The atomization energy of AlCl₃ is the energy needed to pull the molecule apart into one Al and three Cl atoms. The table compares many levels of theory, all in the same small basis, with the measured value, which comes from heats of formation with zero-point and thermal terms removed. A negative entry under "computed less measured atomization energy", here called the miss, means that the calculation binds the atoms too weakly.

Ansatz 0.2.0 calculations on AlCl₃ (charge 0, spin multiplicity 1) at the levels listed, all in the 6-31G* basis and at the MP2(full)/6-31G* geometry. Electrons in the noble-gas cores are left out of the correlation treatment, and relativity is not included.

| level | computed less measured atomization energy (kJ/mol) | rough wall time (s) |
| --- | --- | --- |
| RHF | -296.40 | 1 |
| RMP2 | -61.90 | n/a |
| CISD | -260.70 | 10 |
| RCCSD | -131.00 | n/a |
| RCCSD(T) | -114.60 | 2 |
| BCCD(T) | -114.30 | 2 |
| RCCSDT | -114.70 | n/a |
| RCCSDT(Q) | -113.50 | 10 |
| PBE | -30.40 | 1 |
| r2SCAN | 0.50 | 3 |
| PBE0 | -39.60 | 2 |
| B3LYP | -84.20 | 2 |
| r2SCANh | -9.90 | 3 |
| r2SCAN0 | -24.90 | 4 |
| wB97M-V | -15.40 | 8 |
| B2PLYP | -76.70 | 3 |
| RPA-PBE | -244.60 | 2 |

**(a) How much of the binding does RHF find, and why not all of it?**

RHF gives 984.9 kJ/mol, and its miss is −296.4 kJ/mol, so the measured value is 984.9 + 296.4 = 1281.3 kJ/mol. RHF thus finds about 77 % of the binding. It lets each electron feel only the average field of the others, and so leaves out correlation, the way electrons avoid one another from moment to moment.

Correlation is strongest between two electrons of opposite spin in the same orbital, so it helps to count such pairs. The valence shells of the separated atoms hold one pair on Al and three on each Cl, ten in all, while the molecule has twelve. Bonding creates pairs, and a theory without correlation undervalues them. Most of the correlation is there before any bond forms: of 1263 kJ/mol in the molecule at RCCSD(T), about 1082 belong to the atoms. Only the remainder, some 180 kJ/mol, adds to the binding. That is less than the 296.4 kJ/mol that RHF misses, so the correlation this basis can describe is not the whole reason. The rest is taken up in (b).

**(b) The coupled cluster rows settle down as excitations are added. Have they settled on the right answer?**

They have settled, but on an answer that is far too low. Adding triple excitations to RCCSD by perturbation theory raises the binding by 16.4 kJ/mol, and quadruples add only about 1 kJ/mol more. Yet RCCSDT(Q) still misses the measured value by −113.5 kJ/mol.

The steps show that excitations beyond triples matter little here. The main cause of the remaining miss is well known from such calculations, though no row here tests it: the basis is too small. Two effects are expected. Even without correlation, the orbitals need flexible functions to deform as bonds form, and a single set of d functions on each atom gives them little freedom. Besides, electrons that avoid one another closely need functions of high angular momentum, and this basis stops at d functions. The molecule has more pairs to correlate than the atoms, so it loses more. A larger basis should therefore raise the coupled cluster binding considerably.

**(c) RMP2 has little more than half the miss of RCCSDT(Q). Is it the better theory?**

No, and the total energies show why. In the molecule, RMP2 recovers 129.2 kJ/mol less correlation than RCCSD(T), which by itself would weaken the binding. Yet it binds by 52.7 kJ/mol more. The separated atoms must therefore have lost even more: 129.2 + 52.7 = 181.9 kJ/mol.

An atomization energy is a difference, and a method that describes the atoms worse than the molecule makes the molecule look too stable. In RMP2 this imbalance offsets part of the error of the small basis. The better agreement comes from two errors of opposite sign.

**(d) CISD also includes single and double excitations. Why does it bind so much less than RCCSD?**

The same bookkeeping now points to the molecule. Compared with RCCSD, CISD lacks 157.1 kJ/mol of correlation in the molecule but only 27.4 in the atoms. The difference, about 130 kJ/mol, is lost from the binding. CISD keeps only about a fifth of what RCCSD adds to RHF.

A row of distant H₂ molecules shows the reason. For a single H₂, with its two electrons, CISD is exact within the basis. For two of them treated together it fails, because both pairs may be excited at the same moment, which is a quadruple excitation that CISD leaves out. Coupled cluster includes such events as products of double excitations. The loss grows with the number of pairs treated together, so it strikes the twelve pairs of AlCl₃ harder than the few in each atom. The pairs in AlCl₃ overlap and interact, unlike those of distant H₂ molecules, so the analogy explains the direction of the error and not its size.

**(e) r2SCANh replaces 10 % of the exchange in r2SCAN by exact exchange, and r2SCAN0 replaces 25 %. Does a straight line through r2SCAN and r2SCAN0 reproduce the miss of r2SCANh in the table?**

Assume that the miss changes in proportion to the share of exact exchange. A straight line through r2SCAN and r2SCAN0 then gives

0.5 + (10/25) × (−24.9 − 0.5) ≈ −9.7 kJ/mol.

The calculation gives −9.9 kJ/mol for r2SCANh, which was not used in drawing the line. The close agreement is no deep test, since the share enters the functional linearly and only the response of the orbitals can bend the line.

The direction of the change has a physical reason. Exact exchange is the exchange of RHF, which binds too weakly without suitable correlation. The approximate exchange in r2SCAN and PBE also imitates, by its form, some of the correlation in a bond, where one electron tends to be near one atom while its partner is near the other. Replacing part of it removes some of that help. PBE0 accordingly binds less than PBE, but only by 9.2 kJ/mol for the same 25 %, so the size of the effect depends on the parent functional.

**(f) r2SCAN misses by only 0.5 kJ/mol. Can that digit be trusted?**

No. The measured value comes from heats of formation, whose own uncertainty is probably a few kJ/mol, so a miss this small cannot be told from zero. Nor does it measure how well r2SCAN describes nature. Spin-orbit coupling, which the calculations leave out, lowers the free Al and Cl atoms by roughly 11 kJ/mol in total (a recalled value) and hardly affects the closed-shell molecule. Including it would reduce the computed binding and move the miss of r2SCAN to about −10 kJ/mol. It would also make the coupled cluster miss larger. A change of basis would shift r2SCAN again.

**(g) What does this mean for making chips?**

Chlorine plasmas remove aluminium from interconnect layers as volatile chlorides, and AlCl₃ serves as a precursor for aluminium-containing films. In both uses Al–Cl bonds are made or broken. The RCCSDT(Q) miss amounts to about 38 kJ/mol per bond, enough to distort the energy of a step in which the number of such bonds changes.

For wave-function methods, the practical rule is to judge a method first against a higher level in the same basis, then to enlarge the basis and add spin-orbit coupling, and only then to compare with experiment. Density functionals usually depend less on the basis, so coupled cluster in this small basis is no fair standard for them. RPA-PBE and B2PLYP are exceptions, because part or all of their correlation is built from empty orbitals, as in wave-function methods. RPA-PBE even binds 131.1 kJ/mol less than RCCSDT(Q) in the same basis, so the small basis alone does not account for its miss, and no row here isolates the cause. The printed output lists the differences used above.

Printed output of the fit:

```
RHF atomization energy, kJ/mol: 984.9
RHF share of the measured atomization energy, percent: 76.87
binding added by correlation, RCCSD(T) less RHF, kJ/mol: 181.8
valence correlation energy of the molecule in RCCSD(T), kJ/mol: 1263
part of it already present in the separated atoms, kJ/mol: 1082
binding added by perturbative triples, kJ/mol: 16.4
full triples less perturbative triples, kJ/mol: -0.1
binding added by perturbative quadruples, kJ/mol: 1.2
RCCSDT(Q) miss as percent of the measured value: -8.858
RCCSDT(Q) miss per Al-Cl bond, kJ/mol: -37.83
RMP2 binding less RCCSD(T) binding, kJ/mol: 52.7
correlation that RMP2 lacks in the molecule against RCCSD(T), kJ/mol: 129.2
correlation that RMP2 lacks in the summed atoms against RCCSD(T), kJ/mol: 181.9
CISD binding less RCCSD binding, kJ/mol: -129.7
correlation that CISD lacks in the molecule against RCCSD, kJ/mol: 157.1
correlation that CISD lacks in the summed atoms against RCCSD, kJ/mol: 27.4
CISD share of the binding that RCCSD adds to RHF, percent: 21.58
change from r2SCAN to r2SCAN0, kJ/mol: -25.4
change from PBE to PBE0, kJ/mol: -9.2
r2SCANh miss estimated by linear mixing, kJ/mol: -9.66
that estimate less the computed r2SCANh miss, kJ/mol: 0.24
r2SCAN miss with rough atomic spin-orbit lowering, kJ/mol: -10.5
RCCSDT(Q) miss with rough atomic spin-orbit lowering, kJ/mol: -124.5
RPA-PBE binding less RCCSDT(Q) binding, kJ/mol: -131.1
```
